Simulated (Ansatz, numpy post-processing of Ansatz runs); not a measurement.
# Band gap, band edges and electron mass of Ge under biaxial strain normal to [001], r2SCAN with spin-orbit coupling

Stretching a Ge crystal in the plane by half a per cent takes almost a third off its calculated gap, yet squeezing it by 2.0 per cent changes the gap by little more than a tenth. The problem is to explain this asymmetry, and with it the jump in electron mass and the splitting of the valence top. It matters for Ge layers grown on a substrate, where strain decides whether electrons sit in a light valley that emits light well or in heavier ones that do not. The gaps are Kohn-Sham gaps from r2SCAN with spin-orbit coupling. Strain is counted from the cell relaxed with the same functional, positive in tension, with the [001] axis free of stress.

## Computational details

Ge (diamond), space group 227 without strain and I4_1/amd under strain, 2 atoms in the cell, from the Crystallography Open Database. The reference is the cell relaxed to zero pressure with this functional (primitive vectors 4.010, 4.010, 4.010 angstrom). An equal strain is imposed in the plane normal to [001], as by a substrate; the length along [001] is adjusted until the stress along it vanishes; no force acts on the atoms, so no relaxation was run. Ansatz 0.2.0, plane waves with PAW potentials (set ansatz_paw_generated_soft_1), r2SCAN, with spin-orbit coupling, no spin polarisation, no Hubbard U; cutoff 500 eV, self-consistent k meshes 8x8x8. Band extrema were located on a dense mesh in each cell and refined; masses are central differences at 0.008 and 0.03 1/angstrom. Points of the series that are not tabled: 1 (gap 0.097 eV, closed or under 0.1 eV); 1.5 (gap 0.001 eV, closed or under 0.1 eV).

Notes on method and selection:

- Semilocal Kohn-Sham gaps lie below measured gaps, and light masses that scale with the gap come out too small.
- Transitions to other structures, dislocations and cracks are not considered.
- The strain of the free axis follows from the ratios of the elastic constants.
- A blank cell means that the quantity is not defined for the row (degenerate or flat band, gap under 0.12 eV, no such level or valley in the search window, times from unlike processors), was not computed, or did not pass its check.
- Runs that did not converge, have known faults or may not be shown are not listed, and runs on Ansatz's PAW sets soft_1 and soft_2 are kept to separate tables.

Columns:

- imposed strain (per cent): in-plane strain imposed, positive in tension.
- free strain (per cent): resulting strain along the free axis.
- edges: where the valence-band maximum and the conduction-band minimum lie in the zone.
- band gap (eV): fundamental Kohn-Sham gap (generalised Kohn-Sham for meta-GGA and hybrids), conduction-band minimum minus valence-band maximum.
- electron mass (m_e): electron conductivity mass of the lowest valley, in free-electron masses.
- valence splitting (eV): depth of the next valence level below the valence top, at the same point of the zone, listed up to 1.2 eV.
- next valley (eV): height of the next conduction valley above the lowest one, where one lies within the search window.

## Numbers

| member | imposed strain (per cent) | free strain (per cent) | edges | band gap (eV) | electron mass (m_e) | valence splitting (eV) | next valley (eV) |
| --- | --- | --- | --- | --- | --- | --- | --- |
| −2.0 per cent | −2.0 | 1.38 | Gamma to L (4 valleys, oblique to the axis) | 0.314 | 0.119 | 0.1228 | 0.1173 |
| −1.5 per cent | −1.5 | 1.02 | Gamma to L (4 valleys, oblique to the axis) | 0.329 | 0.119 | 0.1032 | 0.0685 |
| −1.0 per cent | −1.0 | 0.68 | Gamma to L (4 valleys, oblique to the axis) | ? | ? | ? | ? |
| −0.5 per cent | −0.5 | 0.34 | Gamma to Gamma | 0.322 | 0.019 | 0.0423 | 0.0237 |
| +0.0 per cent | 0.0 | 0.00 | Gamma to Gamma | 0.281 | 0.016 | – | 0.0665 |
| +0.5 per cent | 0.5 | −0.34 | Gamma to Gamma | 0.192 | 0.013 | 0.0483 | 0.1074 |

Cells marked ? are withheld until the estimate has been made.

Least-squares fits to the members shown, with x = imposed strain (per cent); R² and errors in the fitted variable (y, or ln y where the fit is in ln y):

| y | members | fit | R² | rms residual | leave-one-out rms | the same for the mean of the others |
| --- | --- | --- | --- | --- | --- | --- |
| band gap (eV) | 5 | y = 0.2725 − 0.1237 x − 0.05292 x² | 0.98 | 0.0069 | 0.024 | 0.063 |
| electron mass (m_e) | 5 | y = 0.01754 − 0.02811 x + 0.01480 x² | 0.91 | 0.015 | 0.047 | 0.063 |

## Interpretation

Solution. Two conduction valleys compete, at Gamma and at L. Adding the next-valley height to the gap gives the L gap where Gamma is lowest: 0.192 + 0.1074 = 0.2994 eV at +0.5 per cent, 0.281 + 0.0665 = 0.3475 eV without strain and 0.322 + 0.0237 = 0.3457 eV at −0.5 per cent. Between +0.5 and −0.5 per cent the Gamma gap thus grows by 0.322 − 0.192 = 0.130 eV and the L gap by only 0.3457 − 0.2994 = 0.0463 eV. In-plane compression reduces the volume, which raises the antibonding s-like state at Gamma faster than the state at L.

The height of L above Gamma falls steadily, from 0.1074 to 0.0237 eV over these three rows. Its continuation to −0.0685 and −0.1173 eV at −1.5 and −2.0 per cent identifies the upper valley there as Gamma. Linear interpolation between −0.5 and −1.5 per cent puts the crossing near −0.5 − 0.0237 / (0.0237 + 0.0685) = −0.76 per cent. In real Ge the L valley is already lowest without strain and the crossing needs tension; this level of theory sets Gamma too low relative to L.

The valence top adds a contribution of the same sign for either strain. Tetragonal distortion splits the degenerate level, and its upper branch rises by about half the splitting. The mean gap at ±0.5 per cent is (0.322 + 0.192) / 2 = 0.257 eV, which is 0.024 eV below the unstrained gap; half the mean splitting is 0.023 eV. This narrowing adds to the volume effect in tension and opposes it in compression. Beyond the crossing the gap also follows the L valley, which responds less to volume than Gamma does. Together the two effects account for the asymmetry.

In compression the splitting grows less than linearly, from 0.0423 eV at −0.5 per cent to 0.1228 eV at −2.0 per cent, because the lower, light-hole level is repelled upwards by the split-off level. The four L valleys make equal angles with [001] and stay degenerate.

The electron mass follows the occupied valley: 0.013 to 0.019 at Gamma, where it rises with the gap, and 0.119 at L.

## Estimating the withheld member

Plain estimates from the members shown:

- −1.0 per cent, fit at x = −1.0: 0.343 eV
- −1.0 per cent, straight-line interpolation between −1.5 per cent and −0.5 per cent: w = (−1.0 − (−1.5)) / (−0.5 − (−1.5)) = 0.500, so 0.329 + 0.500 × (0.322 − 0.329) = 0.326 eV

At −1.0 per cent the conduction minimum is at L. The straight-line estimate of 0.326 eV joins an L gap to a Gamma gap and must come out too low; the quadratic fit also runs through both valleys. The sounder route follows the L gap alone, using 0.314, 0.329 and 0.3457 eV at −2.0, −1.5 and −0.5 per cent.

The midpoint of the last two is (0.329 + 0.3457) / 2 = 0.3374 eV. The curve bends, however: its slope is (0.329 − 0.314) / 0.5 = 0.030 eV per per cent between −2.0 and −1.5, and (0.3457 − 0.329) / 1.0 = 0.0167 between −1.5 and −0.5. The quadratic coefficient is therefore (0.0167 − 0.030) / 1.5 = −0.0089, which lifts the midpoint by 0.0089 × 0.5 × 0.5 = 0.0022 eV. The result is 0.3374 + 0.0022 = 0.3396 eV.

The same construction can be tried on the −0.5 per cent row, from the L gaps at −2.0, −1.5 and 0.0 per cent. The unstrained row belongs to this branch, since the upper valence level joins it continuously. The second slope is then (0.3475 − 0.329) / 1.5 = 0.0123 eV per per cent and the quadratic coefficient (0.0123 − 0.030) / 2.0 = −0.00885. The parabola gives 0.314 + 0.030 × 1.5 − 0.00885 × 1.5 × 1.0 = 0.3457 eV, equal to the tabulated sum within rounding. One such test cannot fix the scatter closely, so the error is set at 0.001 eV, the size of the last printed digit of the gaps.

**Committed estimate, −1.0 per cent: band gap = 0.340 ± 0.001 eV.**

## Check

| member | imposed strain (per cent) | free strain (per cent) | edges | band gap (eV) | electron mass (m_e) | valence splitting (eV) | next valley (eV) |
| --- | --- | --- | --- | --- | --- | --- | --- |
| −1.0 per cent | −1.0 | 0.68 | Gamma to L (4 valleys, oblique to the axis) | 0.339 | 0.118 | 0.0769 | 0.0213 |

| member | estimate | band gap (eV) | computed | estimate − computed | miss in error bars |
| --- | --- | --- | --- | --- | --- |
| −1.0 per cent | committed | 0.340 | 0.339 | +0.001 | 1.0 |
| −1.0 per cent | fit | 0.343 | 0.339 | +0.004 |  |
| −1.0 per cent | interpolation | 0.326 | 0.339 | −0.014 |  |

The estimate of 0.340 eV lies 0.001 eV above the computed 0.339 eV, on the edge of its error bar. It did better than the fit, 0.004 eV too high, and the straight line, 0.014 eV too low.

Following the L valley alone was the right choice. The straight line failed as expected, because one of its ends is a Gamma gap. The objection to the quadratic fit mattered less, since its miss is within its own rms residual of 0.0069 eV.

The other columns support the change of valley. The mass of 0.118 is that of the L rows, and the upper valley lies 0.0213 eV higher. If that valley is Gamma, its height relative to L changes from +0.0213 to −0.0237 eV between −1.0 and −0.5 per cent. Linear interpolation again puts the crossing at −0.5 − 0.5 × 0.0237 / (0.0237 + 0.0213) = −0.76 per cent. The valence splitting of 0.0769 eV also fits the less than linear growth in compression.

## Where the trend breaks

Least-squares fits to the whole series, with x = imposed strain (per cent); R² and errors in the fitted variable (y, or ln y where the fit is in ln y):

| y | members | fit | R² | rms residual | leave-one-out rms | the same for the mean of the others |
| --- | --- | --- | --- | --- | --- | --- |
| band gap (eV) | 6 | y = 0.2717 − 0.1216 x − 0.05171 x² | 0.98 | 0.0064 | 0.021 | 0.060 |
| electron mass (m_e) | 6 | y = 0.02741 − 0.05606 x − 0.001643 x² | 0.79 | 0.023 | 0.057 | 0.062 (fit hardly better) |

Largest departures from the fit to the whole series:

| member | band gap (eV) | fit | computed − fit | in rms residuals |
| --- | --- | --- | --- | --- |
| +0.0 per cent | 0.281 | 0.272 | +0.009 | 1.5 |
| −1.5 per cent | 0.329 | 0.338 | −0.009 | 1.4 |
| +0.5 per cent | 0.192 | 0.198 | −0.006 | 0.9 |
| −2.0 per cent | 0.314 | 0.308 | +0.006 | 0.9 |

No row departs from the quadratic fit by more than 1.5 rms residuals, and the largest departures come from the shape of the fit. A parabola is smooth, whereas the gap has a kink wherever the level at a band edge changes.

At zero strain the valence top passes from one branch to the other. The gap falls by 0.322 − 0.281 = 0.041 eV from −0.5 per cent to zero and by 0.281 − 0.192 = 0.089 eV from zero to +0.5 per cent. A smooth curve cuts below such a corner, which agrees in sign with the unstrained gap lying 0.009 eV above the fit.

The row at −1.5 per cent lies 0.009 eV below the fit. Here the gap belongs to L and changes slowly, while the parabola takes much of its curvature from the steep fall in tension and arches too high. At −2.0 per cent the same parabola has already turned down too far, and the computed gap is 0.006 eV above it.

For the electron mass a polynomial is the wrong form altogether. The mass jumps from 0.019 to 0.118 between −0.5 and −1.0 per cent, and the fit hardly improves on the mean of the other members.

## Rules of thumb and their limits

From −2.0 to +0.5 per cent the gap is best followed valley by valley, with a separate branch for each sign of strain. Within the L rows, the straight line from −2.0 to −1.0 per cent gives (0.314 + 0.339) / 2 = 0.3265 eV at −1.5 per cent, which is 0.329 − 0.3265 = 0.0025 eV below the computed gap. A new member between these rows can therefore be estimated to a few thousandths of an eV at this level of theory.

In tension the direct gap falls by (0.281 − 0.192) / 5 = 0.018 eV per 0.1 per cent of strain. The two untabled points named in the computational details continue this fall, to 0.097 eV at 1 per cent and 0.001 eV at 1.5 per cent. There the gap is all but closed, and the rule ends. My list of untabled points is incomplete: a run at larger tension also belongs to the series and was left out.

The semilocal gap error, roughly a few tenths of an eV towards too small a gap, exceeds the table's spread of 0.339 − 0.192 = 0.147 eV. The strain at which the calculated gap closes is therefore too small for real Ge.
